**Assigning unlabelled valence configurations of germanium from a pseudopotential test**

The table holds all-electron energies of seven Ge valence configurations relative to 4s1 4p3, with the errors (all-electron minus pseudo) of a separable Troullier-Martins potential, from ld1.x 7.5 with PBE, scalar-relativistic and spin-unpolarised. The program tests a Janak expansion to second order in the 4s and 4p occupations, with the two levels taken from the same run, and ranks all 120 assignments of five hidden rows by the quality of a three-parameter fit. The mirror of 4s0 4p4 predicts 4s2 4p2 within 3 meV without fitting, and the true assignment ranks first on energies (rms 0.098 eV against 0.446 eV) but only sixth on errors alone. The error is nearly even in the change of 4s occupation, about 24 meV for a change of one electron; a fit without the +2 ion predicts 17.4 meV for 4s2 4p0 against 33.46 meV in the table. The potential has a bound d ghost at −65.31 eV that none of these configurations occupies.

Calculated values. Test configurations of a Ge pseudopotential from ld1.x 7.5 (PBE, scalar-relativistic, separable Troullier-Martins, [Ar] 3d10 core, no core correction), generated in 4s1 4p3 with radii of 1.4 bohr for s and 1.45 bohr for p and d. The local part is the all-electron potential smoothed inside 1.05 bohr. Energies are relative to 4s1 4p3; errors are all-electron minus pseudo.

## Program and output

```python
# Table: ld1.x 7.5, Ge, PBE, scalar-relativistic, spin-unpolarised; energies of valence configurations
# relative to 4s1 4p3 (all-electron, eV) and errors all-electron minus Troullier-Martins pseudo (meV).
# Tested: Janak expansion to second order in the occupations, used to assign five unlabelled rows.
T = {
    'test_configuration': ['4s2 4p2', '4s2 4p1', '4s2 4p0', '4s0 4p4', '4s1 4p2', '4s2 4p1.5', '4s2 4p2.3'],
    'test_spin_polarised': ['no', 'no', 'no', 'no', 'no', 'no', 'no'],
    'excitation_energy_all_electron': [-7.9723, -0.52825, 14.911, 8.223, 8.1881, -5.1704, -8.8558],  # eV
    'excitation_error': [23.82, 21.7, 33.46, 24.44, -1.02, 23.06, 23.81],  # meV
}
import numpy as np
from itertools import permutations
from scipy.constants import physical_constants as pc
Ry = pc['Rydberg constant times hc in eV'][0]
lab = T['test_configuration']
E = np.array(T['excitation_energy_all_electron'], float); err = np.array(T['excitation_error'], float)
ns = np.array([float(c.split()[0][2:]) for c in lab]); npp = np.array([float(c.split()[1][2:]) for c in lab])
ds, dp = ns - 1, npp - 3; q = 4 - ns - npp
# further outputs of the same run: all-electron 4s level (eV), pseudo s and p levels at 400 Ry (Ry)
es, es_ps, ep = -12.68676, -0.93314 * Ry, -0.33718 * Ry
print("rounding of table: energy up to 0.0005 eV, error 0.005 meV")
print(f"levels: 4s {es:.3f} eV (pseudo {es_ps:.3f}, diff {1e3*(es-es_ps):.0f} meV), 4p {ep:.3f}, gap {ep-es:.3f} eV")
mir = E[3] - 2 * (ep - es)
print(f"mirror of 4s0 4p4 predicts 4s2 4p2 at {mir:.3f} eV; table {E[0]:.3f}; miss {1e3*(E[0]-mir):.0f} meV")
print(f"s-p transfer energy: odd part {(E[3]-E[0])/2:.3f} eV, even part {(E[3]+E[0])/2:.3f} eV")
line = [6, 0, 5, 1, 2]; sl = []
for a, b in zip(line[:-1], line[1:]):
    sl.append((E[b] - E[a]) / (npp[a] - npp[b]))
    print(f"{lab[a]} to {lab[b]}: {E[b]-E[a]:.3f} eV, {sl[-1]:.2f} eV per electron")
print(f"if {E[4]:.3f} eV were 4s2 4p0, last step would be {E[4]-E[1]:.2f} eV per electron")
print(f"ionisation 1: {E[1]-E[0]:.3f} eV, error {err[1]-err[0]:.2f} meV; 2: {E[2]-E[1]:.3f} eV, error {err[2]-err[1]:.2f} meV")
print(f"4p removal from 4s1 4p3: {E[4]:.3f} eV, {E[4]-(E[1]-E[0]):.3f} eV above ionisation 1")
print(f"close pairs: energy 4s0 4p4 - 4s1 4p2 {E[3]-E[4]:.3f} eV; error 4s2 4p2 - 4s2 4p2.3 {err[0]-err[6]:.2f} meV")
print(f"s-p transfer error: even part {(err[3]+err[0])/2:.2f} meV, odd part {(err[3]-err[0])/2:.2f} meV")
A = np.c_[ds**2 / 2, ds * dp, dp**2 / 2]; lin = es * ds + ep * dp
def fit(y, m=np.ones(7, bool)):
    c = np.linalg.lstsq(A[m], y[m], rcond=None)[0]; r = y - A @ c
    return c, r, np.sqrt(np.mean(r[m]**2))
cE, rE, sE = fit(E - lin); c1, r1, s1 = fit(err); c2, r2, s2 = fit(err, q < 1.5)
print(f"energy fit: Hss {cE[0]:.2f}, Hsp {cE[1]:.2f}, Hpp {cE[2]:.2f} eV, rms {sE:.3f} eV")
print(f"error fit, all rows: ss {c1[0]:.1f}, sp {c1[1]:.1f}, pp {c1[2]:.1f} meV, rms {s1:.2f} meV")
print(f"error fit, without +2 ion: ss {c2[0]:.1f}, sp {c2[1]:.1f}, pp {c2[2]:.1f} meV, rms {s2:.2f} meV")
print("row | charge | linear Janak eV | energy resid eV | error resid meV: all rows, without +2")
for i in range(7):
    print(f"{lab[i]:9s} | {q[i]+0.0:+.1f} | {lin[i]:7.3f} | {rE[i]:+.3f} | {r1[i]:+.2f}, {r2[i]:+.2f}")
print(f"worst: energy {lab[np.argmax(abs(rE))]}; error {lab[np.argmax(abs(r1))]}; +2 ion predicted {err[2]-r2[2]:.1f} meV, table {err[2]:.2f}")
hid = [0, 1, 2, 4, 6]
print("assignments list values in the order: " + ", ".join(lab[i] for i in hid))
for name, v, base, u in (("energy", E, lin, "eV"), ("error", err, 0 * lin, "meV")):
    res = []
    for p in permutations(hid):
        y = v.copy(); y[hid] = v[list(p)]
        res.append((fit(y - base)[2], p))
    res.sort()
    rank = [p for _, p in res].index(tuple(hid)) + 1
    print(f"{name} alone: true assignment ranks {rank} of {len(res)}")
    for s, p in res[:3]:
        print(f"  rms {s:.3f} {u}: " + " ".join(f"{v[i]:.2f}" for i in p))
# further outputs of the same run: r*R(r) at 0.145, 0.29, 0.435, 0.58 bohr (coarse grid, rough sums only)
w = {'4s': ([-0.2169, 0.1151, 0.3475, 0.2817], [-0.0444, -0.0895, -0.1365, -0.1879]),
     '4p': ([0.1329, -0.1182, -0.2541, -0.2184], [0.0171, 0.0605, 0.111, 0.1519])}
for k, (a, b) in w.items():
    na, nb = 0.145 * np.sum(np.square(a)), 0.145 * np.sum(np.square(b))
    print(f"{k} rough norm inside about 0.6 bohr: all-electron {na:.3f}, pseudo {nb:.3f}, moved out {na-nb:.3f}")
assert abs(E[0] - mir) < 0.05
assert all(s > 0 for s in sl) and all(np.diff(sl) > 0) and E[4] - E[1] < sl[2]
assert all(err[ds != 0] > 20) and abs(err[4]) < 2
assert abs(err[0] - err[6]) < 0.02 and err[2] == err.max()
```

Printed output:

```
rounding of table: energy up to 0.0005 eV, error 0.005 meV
levels: 4s -12.687 eV (pseudo -12.696, diff 9 meV), 4p -4.588, gap 8.099 eV
mirror of 4s0 4p4 predicts 4s2 4p2 at -7.975 eV; table -7.972; miss 3 meV
s-p transfer energy: odd part 8.098 eV, even part 0.125 eV
4s2 4p2.3 to 4s2 4p2: 0.884 eV, 2.95 eV per electron
4s2 4p2 to 4s2 4p1.5: 2.802 eV, 5.60 eV per electron
4s2 4p1.5 to 4s2 4p1: 4.642 eV, 9.28 eV per electron
4s2 4p1 to 4s2 4p0: 15.439 eV, 15.44 eV per electron
if 8.188 eV were 4s2 4p0, last step would be 8.72 eV per electron
ionisation 1: 7.444 eV, error -2.12 meV; 2: 15.439 eV, error 11.76 meV
4p removal from 4s1 4p3: 8.188 eV, 0.744 eV above ionisation 1
close pairs: energy 4s0 4p4 - 4s1 4p2 0.035 eV; error 4s2 4p2 - 4s2 4p2.3 0.01 meV
s-p transfer error: even part 24.13 meV, odd part 0.31 meV
energy fit: Hss 9.11, Hsp 8.25, Hpp 7.55 eV, rms 0.098 eV
error fit, all rows: ss 53.3, sp 6.0, pp 5.1 meV, rms 2.00 meV
error fit, without +2 ion: ss 47.6, sp -1.2, pp -2.3 meV, rms 0.26 meV
row | charge | linear Janak eV | energy resid eV | error resid meV: all rows, without +2
4s2 4p2   | +0.0 |  -8.099 | +0.054 | +0.59, -0.09
4s2 4p1   | +1.0 |  -3.512 | -0.156 | -3.23, -0.06
4s2 4p0   | +2.0 |   1.076 | +0.084 | +1.72, +16.10
4s0 4p4   | +0.0 |   8.099 | +0.051 | +1.21, +0.53
4s1 4p2   | +1.0 |   4.588 | -0.173 | -3.58, +0.11
4s2 4p1.5 | +0.5 |  -5.805 | -0.028 | -0.38, -0.06
4s2 4p2.3 | -0.3 |  -9.475 | -0.005 | +0.09, -0.31
worst: energy 4s1 4p2; error 4s1 4p2; +2 ion predicted 17.4 meV, table 33.46
assignments list values in the order: 4s2 4p2, 4s2 4p1, 4s2 4p0, 4s1 4p2, 4s2 4p2.3
energy alone: true assignment ranks 1 of 120
  rms 0.098 eV: -7.97 -0.53 14.91 8.19 -8.86
  rms 0.446 eV: -8.86 -0.53 14.91 8.19 -7.97
  rms 2.018 eV: -7.97 -8.86 8.19 14.91 -0.53
error alone: true assignment ranks 6 of 120
  rms 1.597 meV: 23.81 23.82 33.46 -1.02 21.70
  rms 1.600 meV: 23.82 23.81 33.46 -1.02 21.70
  rms 1.639 meV: 21.70 23.82 33.46 -1.02 23.81
4s rough norm inside about 0.6 bohr: all-electron 0.038, pseudo 0.009, moved out 0.028
4p rough norm inside about 0.6 bohr: all-electron 0.021, pseudo 0.006, moved out 0.015
```
